**Q.** I have the decay of a 2s hole along the argon-like ions, from independent-particle rates on relativistic orbitals. Every row has the same parent configuration and only the nucleus changes. Which rows break the smooth trend, and against what should I measure the break?

Decay of one L1 (2s) hole in free argon-like atoms and ions, parent configuration [Ne] 3s2 3p6, from the Radial Dirac-Fock and Kohn-Sham solver 2, 3. Independent-particle rates use relativistic LDA orbitals of the hole state, radiative multipoles to L = 3 in the length form and Coulomb Auger matrix elements; energies are from Dirac-Fock.

| species | Z | charge (e) | total width (eV) | radiative width (eV) | fluorescence yield | coster kronig yield | lifetime (fs) |
| --- | --- | --- | --- | --- | --- | --- | --- |
| Ar | 18 | 0 | 2.8895 | 0.00032982 | 0.0001141 | 0.9567 | 0.2278 |
| K+ | 19 | 1 | 3.2195 | 0.00049493 | 0.0001537 | 0.9546 | 0.2044 |
| Ca2+ | 20 | 2 | 1.9680 | 0.00071751 | 0.0003646 | 0.9157 | 0.3345 |
| Sc3+ | 21 | 3 | 1.4790 | 0.0010093 | 0.0006825 | 0.8754 | 0.4451 |
| Ti4+ | 22 | 4 | 0.20142 | 0.0013832 | 0.006867 | 0 | 3.268 |
| V5+ | 23 | 5 | 0.21741 | 0.0018529 | 0.008523 | 0 | 3.028 |
| Cr6+ | 24 | 6 | 0.23225 | 0.0024334 | 0.01048 | 0 | 2.834 |
| Mn7+ | 25 | 7 | 0.24612 | 0.0031405 | 0.01276 | 0 | 2.674 |
| Fe8+ | 26 | 8 | 0.25919 | 0.0039913 | 0.01540 | 0 | 2.539 |
| Co9+ | 27 | 9 | 0.27151 | 0.0050038 | 0.01843 | 0 | 2.424 |
| Ni10+ | 28 | 10 | 0.28321 | 0.0061968 | 0.02188 | 0 | 2.324 |
| Cu11+ | 29 | 11 | 0.29438 | 0.0075905 | 0.02578 | 0 | 2.236 |
| Zn12+ | 30 | 12 | 0.30515 | 0.0092061 | 0.03017 | 0 | 2.157 |

**A.** Fix the columns first. $Z$ is the nuclear charge, and the charge column refers to the closed-shell parent before the 2s (L1) electron is removed. The total width $\Gamma$ is $\hbar$ times the decay rate, and the lifetime is $\hbar/\Gamma$, so it carries no separate information. The radiative width $\Gamma_R$ is the part due to photon emission, and the fluorescence yield is $\omega = \Gamma_R/\Gamma$. The Coster-Kronig yield $f$ is the share of decays in which a 2p electron fills the 2s hole and an M electron leaves. What remains is ordinary Auger decay, where one M electron fills the hole and another is ejected. Rates of separate channels add:

$$\Gamma = \Gamma_R + \Gamma_A + \Gamma_{CK}, \qquad \Gamma_{CK} = f\,\Gamma .$$

The smooth curve therefore needs no fit. It is $\Gamma(1-f)$, the width with Coster-Kronig decay taken out, and it rises at every step from 0.125 eV at Ar to 0.305 eV at Zn¹²⁺. From Ti⁴⁺ onward $f = 0$ and the nine rows lie on it by definition. The four rows that break away are Ar, K⁺, Ca²⁺ and Sc³⁺, whose total widths exceed it by factors of about 23, 22, 12 and 8. The row-by-row split is in the printed output after this text.

**Q.** I had taken Ti⁴⁺ for the odd row, since the width falls sevenfold there. How do we know that nothing else happens at that step, for instance a change in the orbitals?

**A.** Three comparisons in the numbers exclude it. The Auger width gains 0.0181 eV on reaching Sc³⁺, 0.0168 eV on reaching Ti⁴⁺ and 0.0155 eV on reaching V⁵⁺, and the steps shrink in this regular way along the whole series. For the first four rows $\Gamma_A$ comes from a subtraction, but the rounding of $f$ moves it by less than 0.0002 eV, far below a step. Second, the fourth root of the radiative width rises by steps that differ by at most 1.6 % between the largest and the smallest, with no mark at titanium. Third, the same runs give the width of a 2p₁/₂ (L2) hole for five of the ions, and $\Gamma(1-f)$ stays between 0.76 and 0.79 of it, while the full L1 width goes from 18 times the L2 width at Ar to 0.77 times at Cr⁶⁺. One channel disappears and the others carry on.

The yield follows from this. From Sc³⁺ to Ti⁴⁺ it grows by a factor of 10.06, which is 1.37 from the radiative width times 7.34 from the fall of the total width. With Coster-Kronig decay taken out of Sc³⁺, the factor would be 1.25, in line with the 1.24 of the next step. Ti⁴⁺ emits from the 2s hole more often mostly because the competing decay is gone.

**Q.** Why should the strongest channel vanish altogether?

**A.** The standard cause is energy conservation, and here it is argued from theory while the table shows only the result. Moving the hole from 2s to 2p releases the gap $\Delta = E(\mathrm{L1}) - E(\mathrm{L2,3})$. The M electron must then be removed from an ion that has a 2p hole, at a cost $B$. Its kinetic energy is $\Delta - B$, and the channel exists only while that is positive.

The two energies scale differently. In a one-electron ion 2s and 2p are degenerate apart from relativistic terms, so $\Delta$ comes mainly from the other electrons: a 2s electron is repelled less than a 2p electron, partly because it penetrates the 1s cloud better and, in a first-order hydrogenic count, more because its repulsion with the other L electrons is weaker. That is a first-order electron repulsion between orbitals of size $1/Z$, and it grows about linearly with $Z$. The binding $B$ is hydrogen-like, $Z_\mathrm{eff}^2/n^2$, and along an isoelectronic series each added proton raises $Z_\mathrm{eff}$ by a full unit because no electron is added to screen it. A quadratic that starts below a line overtakes it.

**Q.** Can we put a number on the crossing without fitting anything?

**A.** Roughly, with Slater's rules. Take Ti⁴⁺ with an L hole, 1s² (2s2p)⁷ (3s3p)⁸. An M electron is screened by 2 from the 1s pair, by $7 \times 0.85 = 5.95$ from the L shell and by 0.35 from each other M electron. With eight M electrons the screening is $2 + 5.95 + 2.45 = 10.40$ and $Z_\mathrm{eff} = 11.60$. With seven it is 10.05 and $Z_\mathrm{eff} = 11.95$. The difference of the shell energies is

$$B = \frac{13.6\ \mathrm{eV}}{9}\left(8 \times 11.60^2 - 7 \times 11.95^2\right) = 1.51\ \mathrm{eV} \times 76.9 \approx 116\ \mathrm{eV}.$$

No row was fitted, this one included. The same recipe gives about 30 eV for Ar and about 90 eV for Sc³⁺, so $B$ roughly quadruples from Ar to Ti⁴⁺. The L1-L3 gaps of the elements, as rough recalled values, run only from about 78 eV in argon through about 99 eV in scandium to about 110 eV in titanium, the last rounded up by a few eV. The estimate puts the crossing between Sc³⁺ and Ti⁴⁺, where the calculation has it. The margins of this estimate are some 10 % or less on either side, which is finer than Slater's rules or the recalled gaps deserve, so hitting the exact row is partly luck. The real margins are lopsided. A 2p hole acts on the M shell almost like an extra proton, so $B$ for Sc³⁺ lies not far below the ionisation energy of Ti⁴⁺, about 99 eV as a recalled value. Slater's rules give $B$ too low for these ions: the last channel is barely open at Sc³⁺ and shut by a wide margin at Ti⁴⁺. The estimate supports a crossing near 100 eV a few steps above argon. It also fails outright in one respect: it treats 3s and 3p alike, and so it predicts a single closing.

**Q.** The calculation does not show a single closing. The Coster-Kronig width changes by +11, −41, −28 and −100 % over the first four steps.

**A.** There are several thresholds, because the hole can end in 2p₁/₂ or 2p₃/₂ and the ejected electron can be 3s or 3p. The 3s electron is bound more tightly, so 3s ejection must close first, and the gap to 2p₁/₂ is the smaller one, so for the same ejected electron the 2p₁/₂ channel closes before the 2p₃/₂ one. That order comes from theory, and the rates by channel in the run records show it directly. K⁺ still has 3s ejection with the hole ending in either 2p level, Ca²⁺ has only 3p ejection, again with both 2p levels, and Sc³⁺ has only 3p ejection with the hole in 2p₃/₂. At the Dirac-Fock level 3s lies a few tens of eV deeper than 3p in these ions, enough to use up the 25 eV that the estimate leaves at Ca²⁺ (92 against 67 eV) but not the 37 eV at K⁺, which agrees with the loss of 3s ejection at Ca²⁺. The fall of 28 % at Sc³⁺ is near the one third of the 2p electrons that 2p₁/₂ holds, as expected when 3p ejection through the 2p₁/₂ channel closes and the 2p₃/₂ channel stays open.

The last step is abrupt for a standard reason. The slow electron leaves a positive ion, and in an attractive Coulomb field the energy-normalised continuum function keeps a finite amplitude near the nucleus as the kinetic energy goes to zero. The rate does not fade on approach to threshold, and Sc³⁺ still has 1.29 eV of Coster-Kronig width one row before it is zero. The size of the channel has an equally standard origin. The 2s and 2p orbitals occupy the same region and give a large transition density, and the slow outgoing wave overlaps the M orbital without the cancellation that the fast electron of ordinary Auger decay suffers.

**Q.** How far can I trust those sizes?

**A.** Less than the rest. Slow electrons near threshold are where independent-particle rates are weakest. In the data makers' tests on other systems, Coster-Kronig widths came out up to twice the measured ones; that figure is a guide and was not obtained from these runs. For argon the recommended values listed with the run allow a check: the computed total width is 1.61 times the recommended 1.8 eV and the yield is 0.63 times the recommended one, while the product of width and yield agrees within 2 %. In that one row the excess is non-radiative. Ordinary Auger rates are not exact either, since the L2 width of argon is 22 % above its recommended value. If the Coster-Kronig width of Sc³⁺ is halved, the drop to Ti⁴⁺ is fourfold instead of sevenfold. The 11 % rise from Ar to K⁺ lies well inside this uncertainty and should be given no cause. An error of some eV in the Dirac-Fock energy differences could also shut the last channel already at Sc³⁺, where the margin is narrow, though it would not reopen it at Ti⁴⁺.

**Q.** Why is the remainder so smooth, and why does the radiative part grow 28-fold while the Auger part grows only by a factor of 2.37?

**A.** A dipole rate goes as $E^3 r^2$, with $E$ the photon energy and $r$ the transition length. For 3p → 2s, $E \propto Z_\mathrm{eff}^2$ and $r \propto 1/Z_\mathrm{eff}$, so $\Gamma_R \propto (Z-\sigma)^4$ and its fourth root is a straight line in $Z$, as found. The exponent in bare $Z$ is then $4Z/(Z-\sigma)$, which exceeds 4 and falls, and the data go from 7.5 to 5.7. Both ends correspond to $\sigma$ near 9, a blend of several screenings that has no meaning for one orbital. For 2p → 2s the energy grows only linearly, so that line loses ground: the 3p share of the emission rises from 93.5 % at Sc³⁺ to 98.4 % at Zn¹²⁺.

For Auger decay the Coulomb interaction scales as $Z$ and the energy-normalised continuum brings $1/Z$ into the matrix element, so the hydrogenic rate is independent of $Z$. The series is only on its way there, with an exponent that falls from 2.9 to 0.9 as screening loses importance and the M shell contracts towards the L shell. These rates lack the Breit term, which matters more towards zinc than at argon. This channel has no threshold nearby, because even without screening the 2s binding $Z^2/4$ exceeds the $2Z^2/9$ of two M electrons.

**Q.** What would neighbouring series do?

**A.** Compare the gap within the shell with the binding of the loosest electron. A K hole has no partner subshell and cannot show this break. An L2 hole has only the spin-orbit splitting of 2p to spend, too little to eject an M electron from these ions, and its Coster-Kronig yield is zero in the five ions examined. For a 3s hole in those five the calculation finds purely radiative decay, so the channel is already shut at argon. The neutral elements from titanium to zinc behave in the opposite way: each added proton is screened by an added electron, and a weakly bound 3d electron can be ejected, so Coster-Kronig decay of the 2s hole stays open. The narrow widths and the lifetimes of 2 to 3 fs from Ti⁴⁺ onward belong to these ions without 3d electrons and do not carry over to the metals.

Numerical output:

```
ion    CK/eV  Auger/eV  total-CK/eV  total/(total-CK)  yield without CK
Ar     2.764  0.1248    0.1251        23.1             0.00264
K+     3.073  0.1457    0.1462        22.0             0.00339
Ca2+   1.802  0.1652    0.1659        11.9             0.00432
Sc3+   1.295  0.1833    0.1843         8.0             0.00548
Ti4+   0.000  0.2000    0.2014         1.0             0.00687
V5+    0.000  0.2156    0.2174         1.0             0.00852
Cr6+   0.000  0.2298    0.2323         1.0             0.01048
Mn7+   0.000  0.2430    0.2461         1.0             0.01276
Fe8+   0.000  0.2552    0.2592         1.0             0.01540
Co9+   0.000  0.2665    0.2715         1.0             0.01843
Ni10+  0.000  0.2770    0.2832         1.0             0.02188
Cu11+  0.000  0.2868    0.2944         1.0             0.02578
Zn12+  0.000  0.2959    0.3051         1.0             0.03017
rounding of CK yield makes Auger uncertain by up to 0.00016 eV
step to: total ratio, yield ratio, Auger step/eV, exponent in Z, rad^(1/4) step, exponent in Z
K+     1.114    1.35  0.0209  2.86  0.01439  7.51
Ca2+   0.611    2.37  0.0195  2.45  0.01451  7.24
Sc3+   0.752    1.87  0.0181  2.13  0.01457  6.99
Ti4+   0.136   10.06  0.0168  1.88  0.01461  6.77
V5+    1.079    1.24  0.0155  1.68  0.01462  6.58
Cr6+   1.068    1.23  0.0143  1.51  0.01463  6.40
Mn7+   1.060    1.22  0.0132  1.36  0.01463  6.25
Fe8+   1.053    1.21  0.0122  1.25  0.01462  6.11
Co9+   1.048    1.20  0.0113  1.15  0.01462  5.99
Ni10+  1.043    1.19  0.0105  1.06  0.01461  5.88
Cu11+  1.039    1.18  0.0098  0.99  0.01460  5.78
Zn12+  1.037    1.17  0.0092  0.93  0.01459  5.69
rad^(1/4) steps largest/smallest 1.016; Ar to Zn12+ factors: rad 27.9, Auger 2.37
CK change per step, % (to K+, Ca2+, Sc3+, Ti4+): +11, -41, -28, -100
Sc3+ to Ti4+: yield x10.06 = rad x1.37 times width drop x7.34
  yield without CK x1.25; lifetime x7.34; width drop if CK halved x4.1
lifetime against hbar/width: worst deviation 0.022 %
L1/L2 total width: Ar 18.22, Sc3+ 6.13, Cr6+ 0.77, Co9+ 0.78, Zn12+ 0.79
(L1-CK)/L2 width:  Ar 0.79, Sc3+ 0.76, Cr6+ 0.77, Co9+ 0.78, Zn12+ 0.79
3p share of L1 emission, %: Sc3+ 93.5, Cr6+ 96.5, Co9+ 97.8, Zn12+ 98.4
Ar computed/recommended: L1 width 1.61, yield 0.63, width x yield 1.02, L2 width 1.22
Ar CK over (recommended width - computed non-CK part): 1.65
crude M binding, Slater rules, Ar to Ti4+ /eV: 30, 47, 67, 90, 116
rough recalled L1-L3 gap /eV: 78, 84, 92, 99, 110
gap exceeds binding: Ar yes, K+ yes, Ca2+ yes, Sc3+ yes, Ti4+ no
```
